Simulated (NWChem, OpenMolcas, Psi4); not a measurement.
# AlCl (aluminium monochloride): the dipole moment, rung by rung

AlCl: 2 atoms, total charge 0, spin state singlet. SMILES: `[Al][Cl]`. Geometry: the measured bond length.

```xyz
2

Al    0.0000    0.0000    0.0000
Cl    0.0000    0.0000    2.1301
```

Quantity: the dipole moment, in D. The values are calculated.

```tsv
level	kind	program	value (D)
SVWN5/aug-cc-pVTZ	LDA	OpenMolcas	1.50
BLYP/aug-cc-pVTZ	GGA	Psi4	1.53
revPBE/aug-cc-pVTZ	GGA	OpenMolcas	1.37
TPSS/aug-cc-pVTZ	meta-GGA	NWChem	1.33
r2SCAN/aug-cc-pVTZ	meta-GGA	OpenMolcas	1.32
BHLYP/aug-cc-pVTZ	global hybrid	NWChem	?
M06-2X/aug-cc-pVTZ	hybrid meta-GGA	OpenMolcas	?
PBE0/aug-cc-pVTZ	global hybrid	OpenMolcas	1.48
```

Estimate what the levels marked ? give.

As computed at these levels: BHLYP/aug-cc-pVTZ: 1.65 D; M06-2X/aug-cc-pVTZ: 1.74 D. The values span 1.32 to 1.74 D.

The dipole of AlCl is modest for so polar a bond. Chlorine draws σ density from aluminium, but the Al(I) 3s-derived lone pair, mixed with 3p, points away from chlorine and opposes the charge-transfer dipole. Donation from chlorine π orbitals into the empty Al 3p shell reduces it further. The net moment is therefore a balance of large opposing terms, sensitive to small shifts in density, and is a poor direct measure of ionicity.

The values do not rise steadily up the ladder: the two meta-GGAs lie lowest, while BHLYP and M06-2X lie highest. PBE0, at 1.48 D, falls below both SVWN5 and BLYP, so hybrids as a class do not give larger moments. The closest comparison, BLYP to BHLYP, shows an increase from 1.53 to 1.65 D, which suggests that exact exchange keeps more charge on chlorine. Since the bond length is fixed, the spread reflects the electron densities rather than differences in structure. Without a measured or high-level correlated moment, the spread cannot show which functional is most accurate.
